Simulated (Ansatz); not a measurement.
## AlH (SMILES [AlH]): methods side by side

The species is AlH (2 atoms), meant as a singlet with charge 0. As SMILES, `[AlH]`. The coordinates come from a PBE0-D4/def2-TZVP relaxation.

```
atom   x (Å)   y (Å)    z (Å)
  Al  0.0000  0.0000  -0.0256
   H  0.0000  0.0000   1.6391
```

Quantity: the energy change with the Al1–H2 bond stretched from 1.665 to 4.162 Å, in eV. The values are calculated.

```csv
level,kind,program,value (eV)
SVWN5/cc-pVTZ (restricted),LDA,Ansatz,3.25
BLYP/cc-pVTZ (restricted),GGA,Ansatz,3.09
r2SCAN/cc-pVTZ (restricted),meta-GGA,Ansatz,3.44
B3LYP/cc-pVTZ (restricted),global hybrid,Ansatz,3.45
wB97M-V/cc-pVTZ (restricted),range-separated hybrid,Ansatz,3.83
B2PLYP/cc-pVTZ (restricted),double hybrid,Ansatz,3.55
MP2/cc-pVTZ (restricted),perturbation theory,Ansatz,3.99
CCSD/cc-pVTZ (restricted),coupled cluster or CI,Ansatz,3.24
FCI/3-21G,exact in the basis,Ansatz,2.42
```

The first shape isn't each level's own minimum. The values span 2.42 to 3.99 eV. High-level rows in very small sets aren't better than simpler rows in larger ones.

Stretching AlH turns a polar σ bond, built from Al 3p and H 1s, into two weakly coupled electrons, one on each atom. A closed-shell determinant describes this poorly because it keeps too much ionic character at long range. MP2 gives the highest cost, 3.99 eV, as its perturbative correction becomes unreliable when the σ and σ* levels approach each other. CCSD treats the bonding pair's double excitation iteratively and comes down to 3.24 eV.

Among the functionals, exact exchange probably adds to the overestimate, as the rise from BLYP to B3LYP and wB97M-V suggests. It isn't the only factor, since r2SCAN has none and still almost matches B3LYP. The closeness of BLYP and SVWN5 to CCSD probably reflects cancelling errors rather than a sound description of the separated pair.

The low FCI value most likely comes from the missing polarization functions, which weaken the bond near equilibrium, and not from correlation that CCSD lacks. A single stretched point doesn't establish that the curve has levelled off, so these energies aren't strictly dissociation energies.
